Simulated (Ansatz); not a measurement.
# CdPd: the change of energy less free atoms and pressure with volume per atom

Periodic Kohn-Sham DFT of a crystal at fixed atoms; pressure and stress are positive in compression; the energy is the free energy less that of spherical unpolarised free atoms; site moments are those in the method's own spheres, positive along +z. The results are calculated, by Ansatz 0.2.0.

Cell of the first row (space group P4/mmm, No. 123):
```
cell vectors (Å)
   2.9658     0.0000     0.0000
   0.0000     2.9658     0.0000
   0.0000     0.0000     3.5569
atoms (fractions of the cell vectors)
Cd  0.00000  0.00000  0.00000
Pd  0.50000  0.50000  0.50000
```

Settings of every row: method all-electron LAPW; functional PBEsol; relativity scalar; k mesh 11x11x9; filling fermi-dirac; smearing width 0.05 eV; basis error target 0.5 meV/atom; nucleus gaussian.

Atom start moment: 0 on all atoms.

| row | volume per atom (Å³) | energy less free atoms (eV/atom) | pressure (GPa) |
| --- | --- | --- | --- |
| 1 | 15.643 | -3.2351 | 8.175 |
| 2 | 15.976 | -3.2483 | 4.561 |
| 3 | 16.309 | -3.2544 | 1.385 |
| 4 | 16.475 | -3.2551 | -0.056 |
| 5 | 16.642 | -3.2543 | -1.406 |
| 6 | 16.808 | ? | ? |
| 7 | 16.974 | -3.2488 | -3.856 |
| 8 | 17.307 | -3.2385 | -6.005 |
| 9 | 17.64 | -3.224 | -7.888 |

Question: what energy less free atoms and pressure should row 6 give?

Worked fit of energy less free atoms. Take u = (V_r/V)^(2/3) − 1 with V_r = 16.559 Å³ an atom, which is twice the finite (Eulerian) strain; such expansions in the strain, on which the Birch-Murnaghan equation of state is built, carry the rest volume and the bulk modulus. The shown rows have u = 0.03867, 0.02418, 0.01019, 0.0034, -0.00333, -0.01637, -0.02902, -0.04128. Least squares give energy less free atoms = −3.25488 − 0.1161 × u + 15.78 × u² + 11.5 × u³ eV/atom; a parabola predicts inner rows, each left out in turn, worse (root mean square 0.00018 against 1.3e-05 eV/atom). All shown rows lie on it to the printed digit. Its lowest point lies at u = 0.0037, or V = 16.47 Å³ an atom, and the curvature there gives the bulk modulus at fixed shape and fractions, B = (4/9)(1 + u)² E″(u)/V = 139 GPa. Letting shape and atoms relax would as a rule lower it, by much in layered, chain or molecular crystals. The withheld row has u = -0.0099, so the fit gives −3.25488 − 0.1161 × (-0.0099) + 15.78 × (-0.0099)² + 11.5 × (-0.0099)³ = -3.2522 eV/atom.

The calculation gave -3.2522 eV/atom. The fit meets it to the printed digit.

Worked fit of pressure. Take u = (V_r/V)^(2/3) − 1 with V_r = 16.559 Å³ an atom, which is twice the finite (Eulerian) strain; such expansions in the strain, on which the Birch-Murnaghan equation of state is built, carry the rest volume and the bulk modulus. The shown rows have u = 0.03867, 0.02418, 0.01019, 0.0034, -0.00333, -0.01637, -0.02902, -0.04128. Least squares give pressure = −0.7461 + 201.549 × u + 723.52 × u² + 781 × u³ GPa; a parabola predicts inner rows, each left out in turn, worse (root mean square 0.013 against 0.0029 GPa). The rows lie off it by 0.000, 0.000, 0.001, -0.004, 0.003, -0.001, 0.000, 0.000. The pressure vanishes at u = 0.0037, or V = 16.47 Å³ an atom, and there the bulk modulus at fixed shape and fractions is B = −V dP/dV = (2/3)(1 + u) dP/du = 138 GPa. Letting shape and atoms relax would as a rule lower it, by much in layered, chain or molecular crystals. The withheld row has u = -0.0099, so the fit gives −0.7461 + 201.549 × (-0.0099) + 723.52 × (-0.0099)² + 781 × (-0.0099)³ = -2.671 GPa.

The calculation gave -2.671 GPa. The fit meets it to the printed digit.
